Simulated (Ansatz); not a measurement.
**Redistribution: C2H7BO3 + C2H8Sn → CH5BO3 + C3H10Sn**

Species: C2H7BO3 (monoethyl borate) `CCOB(O)O`, singlet; C2H8Sn `C[CH2][SnH3]`, singlet; CH5BO3 `COB(O)O`, singlet; C3H10Sn `C[CH](C)[SnH3]`, singlet. The partners trade CH3 for H; both sit on C, so the bond types are kept.

Shapes, held fixed at every level: PBE0-D4/def2-TZVP. Flexible molecules stand in one conformer, not always the lowest. Programs: Ansatz 0.2.0. The zero-point and thermal change to 298 K, harmonic and unscaled (PBE0-D4/def2-TZVP), is +0.4 kJ/mol.

| level | kind | ΔH(298 K) (kJ/mol) | less CCSD(T)/def2-TZVPP |
| --- | --- | --- | --- |
| HF/def2-TZVPP | Hartree–Fock | +3.3 | +7.8 |
| SPW92/def2-TZVPP | LDA | -3.7 | +0.8 |
| r2SCAN0-D4/def2-TZVPP | global hybrid | -2.1 | +2.4 |
| wB97M-V/def2-TZVPP | range-separated hybrid | -2.5 | +2.0 |
| MP2/def2-TZVPP | perturbation theory | -7.0 | -2.5 |
| CCSD/def2-TZVPP | coupled cluster or CI | -3.4 | +1.1 |
| CCSD(T)/def2-TZVPP | coupled cluster or CI | -4.5 | 0.0 |

The highest level, CCSD(T)/def2-TZVPP, gives ΔH(298 K) = -4.5 kJ/mol; the levels span -7.0 to +3.3. They disagree on the sign: 1 of 7 are positive. The column of differences is taken from that level and isn't an error. No measured value is set beside it here. For atoms past krypton def2 sets carry core potentials with scalar relativity. Outer-core shells of Sn are correlated in most correlated rows, in sets that cover them unevenly.

Moving the methyl group from the borate ester to the stannane comes out weakly exothermic, -4.5 kJ/mol with CCSD(T), and only Hartree–Fock makes it endothermic. Correlation favours the products, probably because isopropylstannane is branched and gains more 1,3 contacts between heavy atoms than the ester loses. Such medium-range attraction is absent from Hartree–Fock and somewhat exaggerated by MP2.

The exothermic sign is nevertheless unexpected. A methyl group stabilises a carbon bound to electronegative oxygen more than one bound to electropositive tin, where the carbon already carries excess negative charge. Breaking up the ethoxy group should therefore cost more than branching at tin returns. The likely cause is a mismatch in conformation between the two borates, for instance in the orientation of the B–OH hydrogens, which would shift every level alike. Agreement among the correlated methods thus supports the energy difference between these particular structures, but not a general preference of methyl for the carbon next to tin.
